## Charge along the chain HB–NH–BH–CH₃

**Question**

I have Hirshfeld charges from a PBE0 calculation on a small radical, a chain of two borons, a nitrogen and a methyl group. I number the atoms by row, so B1 is the boron at the open end and B3 the one that carries the methyl group.

Hirshfeld charges in the neutral doublet radical HB–NH–BH–CH₃, from a gas-phase single-point calculation with PySCF 2.14.0 at the PBE0/def2-TZVP level on a GFN2-xTB geometry. Rows 1–4 follow the chain from the open end; hydrogen 5 is bonded to atom 1, hydrogen 6 to atom 2, hydrogen 7 to atom 3, and hydrogens 8–10 to atom 4.

| row | hirshfeld charge (e) | computed element |
| --- | --- | --- |
| 1 | 0.081 | B |
| 2 | -0.223 | N |
| 3 | 0.183 | B |
| 4 | -0.196 | C |
| 5 | -0.055 | H |
| 6 | 0.131 | H |
| 7 | -0.057 | H |
| 8 | 0.050 | H |
| 9 | 0.049 | H |
| 10 | 0.037 | H |

I can read off the signs, but I would like to understand them:

1. What happens to a hydrogen when its neighbour changes from boron to carbon to nitrogen?
2. Why is carbon almost as negative as nitrogen?
3. Does the methyl group push electrons into boron, as methyl groups are said to do?
4. Can I estimate such charges from electronegativities alone?
5. How much charge really crosses the B–N bonds?
6. Why are the two borons so different?
7. B1 is positive, yet the same calculation puts the most negative potential on the molecular surface right beside it. How can both be true?
8. Which digits can I trust?

**Answer**

**1. Hydrogen follows its neighbour.** A Hirshfeld charge compares the electrons assigned to an atom with those of the neutral free atom, so a positive value means that electrons have been lost. The hydrogens on boron average $-0.056\,e$, those on carbon $+0.045\,e$, and the one on nitrogen has $+0.131\,e$. Each change of neighbour therefore costs the hydrogen about a tenth of an electron.

The order is that of electronegativity. Hydrogen attracts electrons slightly more than boron does, less than carbon, and much less than nitrogen. The same element can thus be the negative end of one bond and the positive end of the next, and its sign tells you about the partner more than about hydrogen itself.

**2. Carbon has more donors.** An atom's charge is a sum over its bonds. Nitrogen is the more electronegative atom, but it has only three neighbours. Carbon has four, one boron and three hydrogens, and all of them are less electronegative than carbon. Four modest gains bring carbon to $-0.196\,e$. Nitrogen takes $0.131\,e$ from its hydrogen but surprisingly little from its two borons, as answer 5 shows, and so gets no further than $-0.223\,e$.

A large negative charge on an atom is therefore no measure of how much it takes from one particular neighbour. To learn what crosses a given bond, you have to add up the charges of everything on one side of it.

**3. Here the methyl group holds extra electrons.** Add the carbon and its three hydrogens, and the whole group has a charge of $-0.060\,e$. Carbon passes on the electrons that it draws from its hydrogens to nobody; it keeps them and takes a little more from boron. The usual picture of methyl as a donor comes mostly from methyl groups on unsaturated or positively charged carbon, which attracts electrons more strongly than boron does. The C–H bonds may still donate a little into boron's formally empty p orbital. The group charge shows only that, on balance, more goes the other way.

The hydrogen on the same boron makes a good comparison. It carries $-0.057\,e$, practically the same as the entire methyl group. Judged by net charge, B3 loses as much to a methyl group as to a hydrogen atom.

**4. Electronegativities give the pattern.** Let every bond shift charge in proportion to the difference in electronegativity $\chi$ between its two atoms, and let the shifts at each atom add:

$$q_A = k\sum_{B}(\chi_B-\chi_A)$$

Here $q_A$ is the charge of atom $A$, and the sum runs over its bonded neighbours $B$. What one atom gains its partner loses, so the molecule stays neutral whatever the constant $k$. I use rough Pauling values: 2.0 for boron, 2.2 for hydrogen, 2.6 for carbon and 3.0 for nitrogen. A least-squares fit to all ten atoms gives $k=0.0935\,e$ per unit of electronegativity.

Take nitrogen, which was part of that fit. It has two boron neighbours and one hydrogen:

$$q_\mathrm{N}=0.0935\,e\,\left[2(2.0-3.0)+(2.2-3.0)\right]=-0.262\,e$$

The calculation gives $-0.223\,e$, so the rule makes nitrogen somewhat too negative.

Over the ten atoms the rule gets every sign right, with a root-mean-square error of $0.03\,e$ on charges that are typically about $0.1\,e$. It does worst for the hydrogen on nitrogen, which it does not make nearly positive enough: it predicts $+0.075\,e$, little more than half the computed charge. So the rule takes too little from this hydrogen and still gives nitrogen too many electrons. The excess must come from the B–N bonds.

**5. By Hirshfeld's count, surprisingly little crosses the B–N bonds.** The molecule has no ring, so cutting a bond splits it into two pieces. If all transfer is booked along bonds, the charge of one piece is the net amount that crossed the cut. The outer HB group has a charge of $+0.026\,e$, so that is what B1 has passed to nitrogen. The other side of the molecule has passed on $0.066\,e$. The rule expects $0.093\,e$ from each.

The B–C bond behaves differently. It passes $0.060\,e$, close to what the rule expects for its smaller difference in electronegativity. Relative to that difference, the two B–N bonds pass less charge than any other bond in the molecule. The two bonds that are most polar on paper are thus the least effective, for their polarity, at moving charge.

The standard explanation is a current in both directions. Nitrogen draws electrons through the σ bonds, which lie in the plane of the chain. Its lone pair stands perpendicular to that plane and spreads into the formally empty p orbitals of the two borons. This π donation returns part of what the σ bonds took, and the net charge shows only the difference.

Bond orders from the same calculation fit this picture. The Mayer bond order, which is close to one for an ordinary single bond, is 1.31 for B1–N and 1.21 for B3–N. The charges themselves do not separate σ from π, however, and the low count has a second possible source. Hirshfeld's method shares out the density at each point in proportion to the densities of the free atoms. A free boron atom is large and diffuse, so boron is credited with some of the density close to nitrogen.

Along both B–N bonds the density is lowest only about a third of the way from boron to nitrogen. A scheme that divides the atoms there would be expected to give nitrogen far more electrons. π donation is well established for bonds of this kind, but these charges cannot tell how much of the shortfall it explains.

**6. B3 has one more bond through which to lose electrons.** The same bookkeeping splits the difference between the borons, $0.183-0.081=0.102\,e$. Both lose nearly the same amount to their hydrogen. B3 also loses $0.060\,e$ to the methyl group, where B1 has no third neighbour at all. That accounts for more than half of the difference.

Most of the rest, $0.066-0.026=0.040\,e$, comes from the B–N bonds, since B3 gives more to nitrogen than B1 does. The higher bond order of B1–N suggests that B1 gets more π density back. This is a plausible reason rather than an established one, because the two borons also differ in their σ electrons: B1 carries the unpaired electron.

**7. A charge counts electrons but does not say where they sit.** B1 has only two neighbours, and its bonds form a bent arrangement with an open side. About 0.8 of the unpaired spin is on this atom. The place on the molecular surface where an electron is most easily removed lies in the molecular plane on that open side, as expected for an electron in a hybrid orbital that points away from the bonds.

Such an orbital puts negative charge outside the nucleus, towards the open side. B1 can then have slightly fewer electrons than a neutral atom and still present a negative face. A probe near that face feels the nearby electron more strongly than the small positive total, and the surface potential there falls to $-0.79$ V.

The dipole moment shows how much is lost when each atom is reduced to a point. Placing the ten charges on their nuclei gives only 0.33 debye along the chain, whereas the full density gives 1.46 debye. The extra part has its negative end towards B1, the direction expected if the radical electron sits on the outer side of that atom. Across the chain, however, the point charges already give almost the whole dipole, although an orbital that points obliquely away from the chain should add a part there too. The extra dipole is a sum over distortions of all atoms, so the radical orbital is a likely source but cannot be the only one.

For a question about reactivity, this matters more than any digit in the table. Someone who looked for the electron-rich site by charge would choose nitrogen. The potential and the ease of ionisation both point to the open side of B1, while nitrogen's lone pair is partly tied up in the π bonds.

**8. Trust the signs of the larger charges and contrasts of about a tenth of an electron.** The third decimal is useful for checking that the charges add up to zero, but it carries no chemistry. The two hydrogens on boron differ by $0.002\,e$, and that difference deserves no explanation. The spread among the methyl hydrogens, about $0.01\,e$, belongs to one frozen orientation of the methyl group in a geometry from a tight-binding method.

The largest change would come from another way of dividing the density among atoms. Hirshfeld charges are known to be small, and other schemes often give values several times larger for the same density. The most exposed to that choice are small charges, such as those of the hydrogens on carbon and boron, and the small group charges behind answers 3, 5 and 6. The safest reading is the order of the hydrogens, from negative on boron to clearly positive on nitrogen, and the contrast between negative nitrogen and its positive boron neighbours.
